**BaCrF₆: what opens the gap**

The small gap of BaCrF₆ in this calculation opens because two electrons must choose among three Cr d orbitals, and their repulsion pushes up the orbital left empty. The splitting between the two spin directions makes the magnetic moment but not this gap. The threefold symmetry of the crystal doesn't explain it either, since two orbitals that this symmetry makes equal are filled unequally.

Density of states of BaCrF₆ (R-3m, unrelaxed 8-atom cell), calculated with Ansatz 0.2.0 using scalar-relativistic, collinear-spin r2SCAN, plane waves and PAW datasets, a 500 eV cutoff, a shifted 4×4×4 k-mesh and Fermi–Dirac smearing of 0.1108 eV. Values are tetrahedron-method means over 0.50 eV bins; projections on atomic orbitals are summed over the atoms of each element.

```
bin centre from the Fermi level (eV)  total (states/eV/cell)  on F p (states/eV/cell)  on Cr d (states/eV/cell)  on Ba p (states/eV/cell)  up (states/eV/cell)  down (states/eV/cell)
                              -11.28                    0.00                     0.00                      0.00                      0.00                 0.00                   0.00
                              -10.78                    3.96                     0.18                      0.02                      3.73                 1.99                   1.97
                              -10.28                    8.05                     0.48                      0.02                      7.49                 4.01                   4.03
                               -9.78                    0.00                     0.00                      0.00                      0.00                 0.00                   0.00
                               -9.28                    0.00                     0.00                      0.00                      0.00                 0.00                   0.00
                               -8.78                    0.00                     0.00                      0.00                      0.00                 0.00                   0.00
                               -8.28                    0.00                     0.00                      0.00                      0.00                 0.00                   0.00
                               -7.78                    0.00                     0.00                      0.00                      0.00                 0.00                   0.00
                               -7.28                    0.00                     0.00                      0.00                      0.00                 0.00                   0.00
                               -6.78                    0.00                     0.00                      0.00                      0.00                 0.00                   0.00
                               -6.28                    0.00                     0.00                      0.00                      0.00                 0.00                   0.00
                               -5.78                    3.27                     2.37                      0.74                      0.02                 2.61                   0.66
                               -5.28                   12.35                     9.49                      2.31                      0.18                 6.98                   5.40
                               -4.78                    6.66                     5.30                      1.18                      0.07                 2.47                   4.19
                               -4.28                   13.65                    12.60                      0.51                      0.21                 5.94                   7.69
                               -3.77                    1.03                     1.01                      0.01                      0.00                 0.74                   0.30
                               -3.27                   12.60                    12.20                      0.06                      0.13                 6.35                   6.24
                               -2.77                   12.45                    12.25                      0.05                      0.04                 6.61                   5.84
                               -2.27                    9.83                     9.72                      0.05                      0.02                 4.26                   5.57
                               -1.77                    0.16                     0.16                      0.00                      0.00                 0.05                   0.11
                               -1.27                    0.00                     0.00                      0.00                      0.00                 0.00                   0.00
                               -0.78                    1.88                     0.64                      1.16                      0.00                 1.88                   0.00
                               -0.28                    2.11                     0.76                      1.26                      0.00                 2.11                   0.00
                                0.23                    2.00                     0.56                      1.36                      0.00                 2.00                   0.00
                                0.72                    0.00                     0.00                      0.00                      0.00                 0.00                   0.00
                                1.23                    0.00                     0.00                      0.00                      0.00                 0.00                   0.00
                                1.73                    2.00                     0.37                      1.55                      0.00                 0.00                   2.00
                                2.23                    0.00                     0.00                      0.00                      0.00                 0.00                   0.00
                                2.73                    0.79                     0.11                      0.64                      0.00                 0.00                   0.79
                                3.23                    5.42                     1.11                      4.02                      0.01                 2.20                   3.21
                                3.73                    1.80                     0.50                      1.15                      0.00                 1.80                   0.00
                                4.22                    3.61                     0.85                      2.46                      0.01                 0.00                   3.61
                                4.72                    0.39                     0.09                      0.26                      0.00                 0.00                   0.39
                                5.22                    0.00                     0.00                      0.00                      0.00                 0.00                   0.00
                                5.72                    0.00                     0.00                      0.00                      0.00                 0.00                   0.00
                                6.22                    0.00                     0.00                      0.00                      0.00                 0.00                   0.00
                                6.72                    0.00                     0.00                      0.00                      0.00                 0.00                   0.00
                                7.22                    0.05                     0.00                      0.00                      0.00                 0.05                   0.00
                                7.72                    4.41                     0.07                      0.02                      0.00                 2.21                   2.20
```

**Where the electrons are.** Six F neighbours split the Cr d shell into three lower orbitals, called t2g, and two higher ones, called eg. Multiplying the densities by the bin width and adding them up gives 36 electrons in the F p bands between about −6 and −1.5 eV, which fills them. Two electrons remain, both spin-up, in the bins at −0.78 and −0.28 eV. The third spin-up t2g band, at 0.23 eV, is empty.

**Two traps in the columns.** The bins at −0.28 and 0.23 eV have nearly equal heights and look like one continuous metallic band. The gap of 0.508 eV is hidden between them because it is barely wider than a bin. The column "on Cr d" misleads in another way: below the Fermi level it adds up to 3.7 electrons, since Cr d also mixes into the F p bands that bind the two atoms. The number of d electrons in the formal sense, two for Cr⁴⁺, comes from counting bands.

**First explanation: exchange.** Electrons with parallel spins avoid each other, so a magnetic ion has its spin-up levels below its spin-down levels. It is tempting to read the gap as the distance between the two sets. The first empty band would then be spin-down, but the band at 0.23 eV is purely spin-up. The lowest spin-down band comes 1.5 eV higher, so exchange aligns the two spins and leaves the gap to another cause.

**Second explanation: the lattice field.** The crystal has a threefold axis through Cr, which splits the t2g orbitals into a single one along the axis and a pair of equal energy. If the pair lay lowest, two electrons would fill it and a gap would follow. The positions of the nuclei are the same for both spins, so the spin-down bands should then also begin with a pair. They begin instead with one band at 1.73 eV, cut off by an empty bin from the two that follow. This rules out a lattice field acting alone. It doesn't yet rule out a filled pair, because two electrons in the pair would push its spin-down bands up by repulsion. The orbital fillings have to decide that.

The opposite order fails on the other side. With the single orbital lowest, the spin-down pattern of one band and then two would be natural. In spin-up, however, one electron would fill the single orbital and the other would have to share the pair. As long as the electron cloud keeps the threefold symmetry, the two bands of the pair touch along the axis. A half-filled pair then can't have a gap, at least without spin–orbit coupling, which this calculation leaves out.

**Third explanation: the electrons choose.** The way out is that the electron cloud gives up the threefold symmetry while the nuclei keep it. The orbital fillings from the same run show this. The excess of spin-up over spin-down electrons is 0.80 in the d orbital along the axis, so that orbital holds the first electron and the pair can't hold both. The second should be spread evenly over orbitals that symmetry makes equal, but the excess is 0.45 in x²−y² and only 0.20 in its partner xy. Even this understates the contrast, because the x and y axes used here don't line up with the orbital that is filled.

Such a choice sustains itself. An electron doesn't repel itself, so a filled orbital feels only the other d electron, while an empty one feels both. Once one member of the pair is slightly fuller, it sinks relative to its partner and fills further. This is called orbital polarisation, and the gap lies between the filled orbitals and the one passed over.

**The repulsion in numbers.** Let U be the repulsion between two electrons in the same orbital, U′ that between electrons in different t2g orbitals, and J the exchange energy gained when their spins are parallel. With two spin-up electrons present, a simple mean-field sum gives these repulsion energies:

- filled spin-up orbital: U′ − J
- empty spin-up orbital: 2U′ − 2J
- the same empty orbital, spin-down: 2U′
- a filled orbital's spin-down counterpart: U + U′

The third level lies 2J above the second. The fourth lies U − U′ above the third, which for a t2g shell is again 2J. The model therefore predicts one spin-down band followed by two, with equal steps from the empty spin-up band to the first spin-down band and from there to the pair.

The two single bands give the first step, 1.73 − 0.23 = 1.50 eV. Adding it once more puts the spin-down pair at 1.73 + 1.50 = 3.23 eV. The calculation has the pair at 3.13 eV on average, a value that did not enter the estimate.

This agreement is closer than the data can support. A band may sit up to a quarter of an eV from its bin centre, so each step is uncertain by as much as half an eV. The model also treats Cr as a lone ion, although about a third of the weight of the two filled d bands lies on F p. The eg bands fit it less well: they are empty in both spins, so a similar J would split them by roughly 1.5 eV, but their spin-up and spin-down averages lie only 0.81 eV apart. The order of the bands is therefore firmer evidence for the repulsion than the match in energy, though it would be the same whichever orbital was left empty. That the first spin-down band belongs to the orbital left empty is an inference from the model.

**A neighbouring case.** Cr³⁺ between six F neighbours has three d electrons instead of two. They fill the spin-up t2g set completely, so no orbital has to be passed over and the threefold symmetry can survive. The gap then lies above the whole set, where the splitting between t2g and eg and the exchange splitting do help to set its size. For another ion, the first question is thus whether the electrons fill a set of equal orbitals or have to choose within it.

**How far to trust the gap.** The value of 0.508 eV belongs to this calculation and should not be taken as the gap of the real material. The cell is unrelaxed, and forces of up to about 0.8 eV/Å act on the F atoms. An uneven filling like this one normally pulls the neighbours out of their symmetric positions, the Jahn–Teller effect, and that would change the gap. The electronic smearing of 0.11 eV is about a fifth of the gap and may weaken the polarisation that opens it.

The functional matters for the same reason as the mechanism. Semilocal functionals such as r2SCAN remove an electron's repulsion with itself only in part, so they tend to lift filled orbitals too far and make gaps of this kind too small. The state is also the lower of only two that were found. A cell with a single Cr forces the moments of all Cr atoms to be parallel and makes every Cr leave the same orbital empty. The cause of the gap applies to this state; its size in a relaxed crystal remains open.
